The twinning equation and its solution by Ball and James

1. Premises and conventions

Vectors are columns in a Cartesian frame fixed in the parent crystal. (a⊗n)v = a(n·v), so det(I + a⊗n) = 1 + a·n. SO(3) is the group of proper rotations.

(P1) Cauchy–Born rule. A homogeneous deformation gradient F carries the parent lattice vectors into those of the product. Shuffles inside the cell relax to their optimum and do not appear in F.

(P2) Energy wells. The energy is unchanged by F → QF, Q in SO(3), and by F → FR, R in the rotation group of the parent. The stress-free product states are F = QUi, where the variants Ui = R U1 Rᵀ are symmetric and positive definite and share one determinant.

(P3) Coherence. The deformation y(x) is continuous, and its gradient takes constant values F⁺ and F⁻ on the two sides of a plane with reference normal n.

By (P3), (F⁺ − F⁻)v = 0 for every v in the plane, so F⁺ − F⁻ = a⊗n for some vector a (the Hadamard jump condition). Put F⁺ and F⁻ on wells i and j and rotate the whole body so that F⁻ = Uj. The result is the twinning equation

Q Ui − Uj = a⊗n, (1)

to be solved for Q in SO(3), a ≠ 0 and n ≠ 0. The pairs (a, n) and (ρa, n/ρ), ρ ≠ 0, count as one solution. Equal determinants are first used in section 5.

2. Elimination of the rotation

Multiply (1) from the right by Uj⁻¹:

Q Ui Uj⁻¹ = H, H = I + a⊗m, m = Uj⁻¹n. (2)

The vector m is normal to the interface in the deformed crystal, since v·n = 0 implies (Uj v)·m = 0. Define

C = Uj⁻¹ Ui² Uj⁻¹, (3)

symmetric and positive definite, with eigenvalues 0 < λ1 ≤ λ2 ≤ λ3 and orthonormal eigenvectors e1, e2, e3. If (2) holds, then HᵀH = C and det H = det Ui/det Uj > 0. Conversely, if HᵀH = C and det H > 0, the matrix Q = H Uj Ui⁻¹ obeys QᵀQ = Ui⁻¹Uj C Uj Ui⁻¹ = I and det Q > 0, so it is a rotation. Expanding HᵀH = I + m⊗a + a⊗m + |a|² m⊗m shows that (1) is equivalent to

C − I = m⊗w + w⊗m, w = a + ½|a|² m, 1 + a·m > 0. (4)

3. Necessity

If C = I, then Ui² = Uj², and Ui = Uj because the positive square root is unique. Equation (2) becomes Q = I + a⊗m. This rotation fixes every vector of a plane, so it is the identity and a⊗m = 0. A solution therefore needs C ≠ I, and with it w ≠ 0.

Let m̂ and ŵ be unit vectors along m and w. If they are not parallel, direct multiplication gives

(m⊗w + w⊗m)(m̂ ± ŵ) = (m·w ± |m||w|)(m̂ ± ŵ),

and m × w is a null vector. By the Cauchy–Schwarz inequality the upper eigenvalue is positive and the lower negative, so λ1 < λ2 = 1 < λ3. If m and w are parallel, C − I has rank one, two eigenvalues of C equal 1, and the middle one is among them. In every case

C ≠ I, λ1 ≤ λ2 = 1 ≤ λ3. (5)

4. Sufficiency and the complete set of solutions

Assume (5), and write A = √(1 − λ1), B = √(λ3 − 1), vk = v·ek. The quadratic form of (4) reads

2(m·v)(w·v) = B²v3² − A²v1² = (B v3 − A v1)(B v3 + A v1).

A quadratic polynomial splits into linear factors in one way only, up to order and scale. Hence m·v is proportional to one of the two factors, and with κ = ±1 and μ ≠ 0

m = μ(−A e1 + κB e3), w = (A e1 + κB e3)/(2μ). (6)

It remains to find a from a = w − ½|a|²m. With x = μ²|a|²,

μa = ½[(1 + x)A e1 + (1 − x)κB e3]. (7)

The squared length of (7) gives 4x = (1 + x)²A² + (1 − x)²B². Since A² + B² = λ3 − λ1 and B² − A² = λ1 + λ3 − 2, this is

(λ3 − λ1)x² − 2(λ1 + λ3)x + (λ3 − λ1) = 0, x = (√λ3 ± √λ1)²/(λ3 − λ1). (8)

The determinant selects the root. From (6) and (7),

1 + a·m = 1 + ½[B² − A² − x(A² + B²)] = ∓√(λ1λ3).

The upper root makes Q improper and is rejected. For the lower root x = (√λ3 − √λ1)/(√λ3 + √λ1), so 1 + x = 2√λ3/(√λ3 + √λ1) and 1 − x = 2√λ1/(√λ3 + √λ1). Setting μ = √x/ρ, which makes |a| = |ρ|, one obtains the solution given by Ball and James (1987):

a = ρ [√(λ3(1 − λ1)) e1 + κ√(λ1(λ3 − 1)) e3]/√(λ3 − λ1), (9)

n = Uj m, m = (√λ3 − √λ1)[−√(1 − λ1) e1 + κ√(λ3 − 1) e3]/(ρ√(λ3 − λ1)), (10)

Q = (Uj + a⊗n)Ui⁻¹, with ρ usually fixed by |n| = 1. Each step is reversible, so (5) is sufficient and (9)–(10) are all the solutions.

If λ1 < 1 < λ3, the two vectors m are not parallel and there are exactly two solutions; reversing e1 or e3 only exchanges them. If λ1 = 1 or λ3 = 1, reversing κ changes a and m by signs that leave a⊗m unchanged, and there is one solution. In every case (9) and (10) give |a||m| = √λ3 − √λ1.

5. Equal determinants: simple shear

For variants det C = 1, so λ1λ3 = 1. With C ≠ I this forces λ1 < 1 < λ3, and there are two solutions. Also 1 + a·m = 1, so a is perpendicular to m and H is a simple shear on the plane K1 normal to m, along the direction η1 parallel to a, of amount

s = |a||m| = √λ3 − √λ1, s² = λ1 + λ3 − 2 = tr C − 3. (11)

Both solutions have the same s. Since (√λ3 + √λ1)² = s² + 4, the eigenvalues follow from √λ3 = s/2 + √(1 + s²/4) = 1/√λ1. The acute angle θ between the two twin planes follows from (10):

cos θ = |A² − B²|/(A² + B²) = s/√(s² + 4). (12)

A boundary that sweeps unit reference volume changes F by a⊗n. With Cauchy stress σ on side j and Piola stress P = (det Uj) σ Uj⁻¹, the work is a·Pn = (det Uj) a·σm, or sτ per unit volume of product, where τ is the shear stress on K1 along η1. For σ = −pI the work −p a·m vanishes. Pressure does not drive a twin boundary; it acts only through the lattice parameters that fix the Ui.

6. Variants related by a twofold rotation

Let Ui = R U R with U = Uj, Ui ≠ Uj, and R = −I + 2e⊗e a half-turn of the parent about the unit vector e. Try Q = Q′R with a half-turn Q′ = −I + 2k⊗k, |k| = 1. Because R² = I,

Q Ui = Q′UR = U − 2Ue⊗e − 2k⊗Uk + 4(k·Ue) k⊗e. (13)

Type I. Take k = U⁻¹e/|U⁻¹e|. Then Uk = e/|U⁻¹e| and k·Ue = 1/|U⁻¹e|, and (13) has the form (1) with

n = e, a = 2(U⁻¹e/|U⁻¹e|² − Ue). (14)

Type II. Take k = Ue/|Ue|. Then k⊗Uk = Ue⊗U²e/|Ue|² and (k·Ue)k = Ue, and

a = ρUe, n = (2/ρ)(e − U²e/|Ue|²). (15)

From (14), using U⁻¹e·Ue = 1,

s² = |a|²|U⁻¹e|² = 4(|Ue|²|U⁻¹e|² − 1). (16)

This vanishes only if Ue is parallel to U⁻¹e, that is if e is an eigenvector of U, in which case RUR = U; that case is excluded. The normal in (15) obeys n·e = 0, so (14) and (15) differ. The existence of a solution implies (5), and section 5 allows only two, so (14) and (15) are the pair κ = ±1.

R maps the parent lattice L onto itself, so QUiL = Q′UjL: the two lattices are related by the half-turn Q′. In type I its axis is the normal of K1, and since a lattice is centrosymmetric this is the same as a mirror in K1. The plane normal to a twofold lattice axis is a lattice plane, so K1 has rational indices, while η1 in general does not. In type II the axis is η1, a lattice row, and K1 is in general irrational. If a second parent half-turn about e′ links the same two variants, its type I solution has n = e′, not parallel to e, and must coincide with the type II solution for e. Both solutions are then of types I and II at once, with rational K1 and η1: compound twins.

7. Range of validity

The theorem (5), (9), (10) is exact algebra for strains of any size. It holds for unequal determinants, for instance Uj = I at a parent–product interface, where H includes a dilatation normal to the plane and |a||m| is no longer a pure shear. Its physical use is limited as follows. Both sides must be homogeneous and near their wells, and the interface planar and coherent; tapering twins, junctions and interface dislocations carry elastic fields outside (1). Under load (P3) still holds, but the gradients leave the wells by the elastic strain. The lattice correspondence is an input, and slip or twinning by shears outside the parent point group is not generated by (P2). Shuffles, boundary energy and mobility are absent, so (5) says which boundaries are possible, not which appear. A twofold relation is sufficient for (5), and nothing above makes it necessary; pairs related only by threefold or fourfold rotations must be tested on λ2.

8. Illustration: monoclinic ZrO2 formed from the tetragonal phase

The tetragonal-to-monoclinic transformation of zirconia is martensitic and can be triggered by stress. Describe the tetragonal phase (point group 4/mmm) by the fluorite-like cell of four formula units with edges at, at, ct along x1, x2, x3, written as unit vectors i1, i2, i3. Adopt the correspondence in which these edges become a, b, c of the monoclinic cell (P2₁/c, point group 2/m, unique axis b). As approximate room-temperature inputs take a = 5.15 Å, b = 5.21 Å, c = 5.32 Å, β = 99.2°, and at = 5.10 Å, ct = 5.18 Å, typical of stabilised tetragonal zirconia. Four decimals are carried in intermediate steps so that they can be retraced; the inputs support about two figures in the shears.

The components of U1² are the scalar products of the deformed unit edges: (U1²)11 = a²/at² = 1.0197, (U1²)22 = b²/at² = 1.0436, (U1²)33 = c²/ct² = 1.0548, (U1²)13 = ac cos β/(at ct) = −0.1658, the rest zero. A positive 2×2 block M has the root (M + D I)/T with D = √det M and T = √(tr M + 2D), by the Cayley–Hamilton theorem. For the 13 block D = 1.0238 and T = 2.0303, so

u11 = 1.0065, u22 = 1.0216, u33 = 1.0238, u13 = −0.0817, det U1 = 1.046,

a volume gain of 4.6 %. The eigenvalues of U1 are 0.9330, 1.0216 and 1.0973. For Uj = I the matrix C is U1², whose middle eigenvalue is not 1. With these inputs no single variant meets the unstrained tetragonal phase on a plane, the middle stretch being 2.2 % too long.

The group 422 has eight rotations, and two of them (I and the half-turn about i2) leave U1 unchanged, so there are four variants. The half-turns about i1 and i3 both give U2, which has u13 reversed. The half-turns about [110] and [1 −1 0] of this cell give U3 and U4, with b along x1; the other rotation leading to each is fourfold.

Variants 1 and 2. Two half-turns link them, so the twins are compound. Writing p = a/at and r = c/ct, the 13 blocks of U1² and U2² have diagonal p², r², off-diagonal ±pr cos β and determinant p²r² sin²β. Then tr C = tr(U2²U1⁻²) = 1 + 2(1 + cos²β)/sin²β, and (11) gives

s = 2|cot β| = 0.324, λ = 0.7243, 1, 1.3806.

The solution n = i1 is K1 = (100); it is also the type II solution for e = i3, so η1 is along U1 i3, or [001]. The other solution is K1 = (001), η1 = [100]. Equation (12) gives θ = 80.8° = 180° − β, the angle between these planes.

Variants 1 and 3, e = (i1 + i2)/√2, U = U1. Here |Ue|² = (a² + b²)/(2at²) = 1.0317 and |U⁻¹e|² = (at²/2)(1/(a² sin²β) + 1/b²) = 0.9823. The parent edge cancels in the product, 1.0134, and (16) gives

s² = (a² + b²)(1/(a² sin²β) + 1/b²) − 4 = 0.0536, s = 0.232, λ = 0.7937, 1, 1.2599.

Indices in the cell of variant 1 follow from (h, k, l) ∝ (n1 at, n2 at, n3 ct) and from dividing the components of U⁻¹a by at, at, ct. For type II, (15) gives η1 = [110] and (h, k, l) ∝ (b² − a², a² − b², −2ac cos β), with b² − a² = 0.62 Å² and −2ac cos β = 8.76 Å², so K1 ≈ (0.07, −0.07, 1). For type I, (14) gives K1 = (110) and [u, v, w] ∝ [g, −g, g′], with g = 1/(a² sin²β) − 1/b² = 0.00185 Å⁻² and g′ = −2cos β/(ac sin²β) = 0.01198 Å⁻², so η1 ≈ [0.15, −0.15, 1]. Variants 1 and 4 behave in the same way with (1 −1 0).

The shears and indices depend only on the monoclinic cell and the correspondence. A change of 0.1° in β moves the compound shear by 0.004, so s ≈ 0.32 and s ≈ 0.23 are the supported values. A resolved stress of 100 MPa on (100)[001] does the work sτ ≈ 32 MJ m⁻³. The irrational indices are more delicate. The type II plane rests on the difference (b − a)/a = 0.012, and b = 5.22 Å turns 0.07 into 0.08. With a typical Young's modulus of 200 GPa, a stress of 1 GPa gives an elastic strain of 0.005, small beside the shears but nearly half of (b − a)/a, so in a highly stressed grain the type II plane can depart visibly from its stress-free orientation.